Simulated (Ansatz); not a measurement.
## SrTiO₃: the change of largest V_zz and pressure with volume scale

All results are calculated (Ansatz 0.2.0). Periodic Kohn-Sham DFT of a crystal at fixed atoms, scaled to volume_scale times the given cell; pressure positive in compression, energy less spherical unpolarised free atoms, largest_vzz the field gradient of largest size among the nuclei.

The cell before it is scaled or strained (space group Pm-3m, No. 221):
```
CELL_PARAMETERS angstrom
3.90500 0.00000 0.00000
0.00000 3.90500 0.00000
0.00000 0.00000 3.90500
ATOMIC_POSITIONS crystal
Sr 0.00000 0.00000 0.00000
Ti 0.50000 0.50000 0.50000
O 0.00000 0.50000 0.50000
O 0.50000 0.00000 0.50000
O 0.50000 0.50000 0.00000
```

Settings of every row: method frozen-core PAW; functional PBEsol; relativity scalar; k mesh 7x7x7; filling fermi-dirac; smearing width 0.05 eV; wave cutoff 420 eV; paw set soft_2.

Atom start moment: 0 on all atoms.

Limits: PAW files made with PBE.

| row | volume scale | V (Å³/atom) | largest V_zz (1e21 V/m^2) | pressure (GPa) |
| --- | --- | --- | --- | --- |
| 1 | 0.94 | 11.195 | 0.459 | 10.647 |
| 2 | 0.96 | 11.433 | 0.679 | 5.985 |
| 3 | 0.98 | 11.671 | 0.888 | 1.805 |
| 4 | 0.99 | 11.79 | 0.992 | -0.119 |
| 5 | 1 | 11.909 | ? | ? |
| 6 | 1.01 | 12.029 | 1.195 | -3.668 |
| 7 | 1.02 | 12.148 | 1.293 | -5.302 |
| 8 | 1.04 | 12.386 | 1.482 | -8.319 |
| 9 | 1.06 | 12.624 | 1.667 | -11.02 |

Question: what largest V_zz and pressure should row 5 give?

Worked fit of largest V_zz. Take t = volume scale − 1. The shown rows have t = -0.06, -0.04, -0.02, -0.01, 0.01, 0.02, 0.04, 0.06. Least squares give largest V_zz = 1.0942 + 10.064 × t − 8.66 × t² 1e21 V/m^2; a straight line predicts inner rows, each left out in turn, worse (root mean square 0.0099 against 0.0014 1e21 V/m^2). The rows lie off it by 0.000, 0.001, -0.001, -0.001, 0.001, 0.001, -0.001, 0.000. The withheld row has t = 0, so the fit gives 1.0942 + 10.064 × (0) − 8.66 × (0)² = 1.094 1e21 V/m^2.

The calculation gave 1.095 1e21 V/m^2. The fit lies 0.001 1e21 V/m^2 (0.083 % of the column's range) below it, one unit of the last digit.

Worked fit of pressure. Take u = (V_r/V)^(2/3) − 1 with V_r = 11.909 Å³ an atom, which is twice the finite (Eulerian) strain; such expansions in the strain, on which the Birch-Murnaghan equation of state is built, carry the rest volume and the bulk modulus. The shown rows have u = 0.04208, 0.02757, 0.01355, 0.00672, -0.00666, -0.01316, -0.02584, -0.03812. Least squares give pressure = −1.9352 + 265.755 × u + 752.92 × u² + 894 × u³ GPa; a parabola predicts inner rows, each left out in turn, worse (root mean square 0.015 against 0.0048 GPa). The rows lie off it by -0.001, 0.002, -0.001, -0.004, 0.004, 0.002, -0.004, 0.001. The pressure vanishes at u = 0.0071, or V = 11.78 Å³ an atom, and there the bulk modulus at fixed shape and fractions is B = −V dP/dV = (2/3)(1 + u) dP/du = 186 GPa. The withheld row has u = 0, so the fit gives −1.9352 + 265.755 × (0) + 752.92 × (0)² + 894 × (0)³ = -1.935 GPa.

The calculation gave -1.941 GPa. The fit lies 0.006 GPa (0.028 % of the column's range) above it; its largest miss of a shown row is 0.004 GPa.
